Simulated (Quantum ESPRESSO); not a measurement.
# Work function, top-layer force and surface energy of unrelaxed Sr(111) films of 3 to 8 layers with PBE

A common rule of thumb says that a metal screens a surface within about one atomic layer, so that a film of a few layers already has the surface properties of a thick one. The problem is to test this on Sr(111) films of 3 to 8 layers. The answer shows how thick a slab must be for each surface property to settle.

Three quantities are calculated with PBE and two pseudopotential sets: the work function Φ, from the Fermi level up to the vacuum level; the force on the top atom, negative when it points into the film; and the excess energy over the same number of bulk layers, which is twice the surface energy per cell. The atoms are held at bulk places.

## Set-up

Quantum ESPRESSO 7.5 (pw.x), driven by a script. Symmetric 1×1 slabs of Sr(111) (fcc) at the tabulated measured lattice constant, atoms at bulk places, 7.5 Å of empty space on each side as the script builds them, with open boundaries by the effective screening medium. Mesh 6×6×1 for all thicknesses, Marzari-Vanderbilt smearing of 0.02 Ry, spin-paired, no spin-orbit coupling. PBE, GBRV ultrasoft: cutoffs 40 and 200 Ry; PBE, SG15 norm-conserving: cutoffs 60 and 240 Ry. The excess energy is the slab's energy less the number of layers times the slope of a straight line through the thicker slabs; it is twice the surface energy per cell.

Notes on method and selection:

- Confinement between the two faces quantises the states along the normal, so values can oscillate with thickness.
- The measured lattice constant is no functional's own, which adds to the force.
- Runs in which the search for lower states was switched off are not listed.
- Runs that did not converge, have known faults or may not be shown are not listed, and runs on Ansatz's PAW sets soft_1 and soft_2 are kept to separate tables.

Columns:

- layers: number of atomic layers.
- Φ (eV): work function: vacuum level outside the slab less the Fermi level.
- force (eV/Å): force on the top atom along the outward normal; negative pulls it inwards.
- excess energy (meV): excess energy of the slab, both faces, per 1×1 cell.

## Computed values

| member | layers | Φ (eV), PBE, GBRV ultrasoft | Φ (eV), PBE, SG15 norm-conserving | force (eV/Å), PBE, GBRV ultrasoft | force (eV/Å), PBE, SG15 norm-conserving | excess energy (meV), PBE, GBRV ultrasoft | excess energy (meV), PBE, SG15 norm-conserving |
| --- | --- | --- | --- | --- | --- | --- | --- |
| 3 layers | 3 | 2.647 | 2.651 | −0.0877 | −0.0804 | 663.0 | 665.7 |
| 4 layers | 4 | 2.671 | 2.673 | −0.0764 | −0.0743 | 658.4 | 661.1 |
| 5 layers | 5 | 2.679 | 2.682 | −0.0704 | −0.0629 | 661.8 | 664.6 |
| 6 layers | 6 | 2.683 | 2.684 | −0.0644 | −0.0697 | 662.2 | 665.0 |
| 7 layers | 7 | 2.679 | 2.681 | −0.0654 | −0.0668 | 660.9 | 663.6 |
| 8 layers | 8 | 2.679 | 2.681 | −0.0709 | −0.0671 | 658.9 | 661.6 |

## Interpretation

The work function rises from 3 to 6 layers and then stays almost level. With the GBRV set it goes from 2.647 to 2.683 eV and ends at 2.679 eV. The force points inwards in every row and is strongest at 3 layers. The excess energy has no steady trend: with the GBRV set it varies by 663.0 − 658.4 = 4.6 meV, or 0.7 % of its size. Half of it, the surface energy, lies between 658.4 / 2 = 329.2 and 663.0 / 2 = 331.5 meV per cell.

The simplest model treats the two faces as independent.

1. Each layer contributes the bulk energy e, and any deviation belongs to a face.
2. Each face costs an energy γ that does not depend on how far away the other face is.
3. The energy of N layers is then E(N) = N·e + 2γ.
4. The table subtracts N·s, where s is the slope of a line fitted to the thicker slabs. The excess is X(N) = 2γ + N·(e − s).
5. With c = e − s, any two thicknesses N and M are linked by X(N) = X(M) + c·(N − M).

The two parameters are the excess at one thickness and c, the error of the fitted slope. If the fit has found the true bulk energy, c is zero and the excess is constant.

The same assumptions fix the other two quantities. The work function is the potential step at the face less the Fermi level, both measured from the mean potential inside the metal. Neither depends on N if the middle of the film is bulk-like. The force on the top atom is set by its surroundings near the face, so it should not depend on N either.

## Fixing and testing the model

The model is fixed on the thinnest and the thickest film, 3 and 8 layers, with the GBRV excess energies:

c = (658.9 − 663.0) / (8 − 3) = −0.82 meV per layer.

The four films in between follow from X(N) = 663.0 − 0.82 × (N − 3), in meV:

- 4 layers: 663.0 − 0.82 × 1 = 662.2; table 658.4, which is 3.8 lower.
- 5 layers: 663.0 − 0.82 × 2 = 661.4; table 661.8, which is 0.4 higher.
- 6 layers: 663.0 − 0.82 × 3 = 660.5; table 662.2, which is 1.7 higher.
- 7 layers: 663.0 − 0.82 × 4 = 659.7; table 660.9, which is 1.2 higher.

The average miss is (3.8 + 0.4 + 1.7 + 1.2) / 4 = 1.8 meV. A constant halfway between the two fixing members, (663.0 + 658.9) / 2 = 660.95 meV, misses the same four films by only 1.2 meV on average, and all six rows deviate from their own mean by about 1.5 meV on average. The slope term therefore brings no gain, and the model reduces to a constant excess energy.

The SG15 set gives the same c, (661.6 − 665.7) / 5 = −0.82 meV per layer, and the same misses to within about 0.1 meV.

The exercise also shows how sensitive the excess is to the bulk reference. An error of 0.82 meV per layer in the slope shifts the excess of the 8-layer film by 8 × 0.82 = 6.6 meV, which is more than the whole spread of the column.

## Residuals

The clearest failure is the work function at 3 layers. It lies below the 8-layer value by 2.679 − 2.647 = 0.032 eV with GBRV and 2.681 − 2.651 = 0.030 eV with SG15; at 4 layers the gap is 0.008 eV in both sets. A likely reason is that the middle is not yet bulk-like, since a 3-layer film has only one inner layer; quantised states and the shared mesh may also shift the Fermi level.

The excess energy is lowest at 4 layers, and its ups and downs agree between the sets to about 0.1 meV. The pseudopotential is thus not their source. Quantised states between the faces can cause such an oscillation, but so can the 6×6×1 mesh, which all runs share.

The inward force at 3 layers exceeds that at 8 layers by 0.0168 eV/Å (GBRV) and 0.0133 eV/Å (SG15). From 5 layers on, the sets disagree by up to 0.0075 eV/Å and even on the direction of change, so no trend is resolved there. Incomplete self-consistency is a likely reason: it enters forces in first order but energies only in second.

## Summary

The rule of thumb holds for the surface energy from 3 layers on, to within 1 %. This test is a mild one, since the slope is fitted to the thicker slabs of the same series and so removes any steady drift among them. For the work function it holds from 5 layers on, where all values lie within 0.004 eV of the 8-layer film. For the force, the 3-layer film clearly differs from the thickest one, but from 5 layers on the disagreement between the sets hides any remaining dependence on thickness.

The size of the force also depends on the fixed lattice constant: if it is larger than PBE's own, it adds an inward pull; if smaller, it adds an outward push. The force in the table is therefore not a pure surface effect.
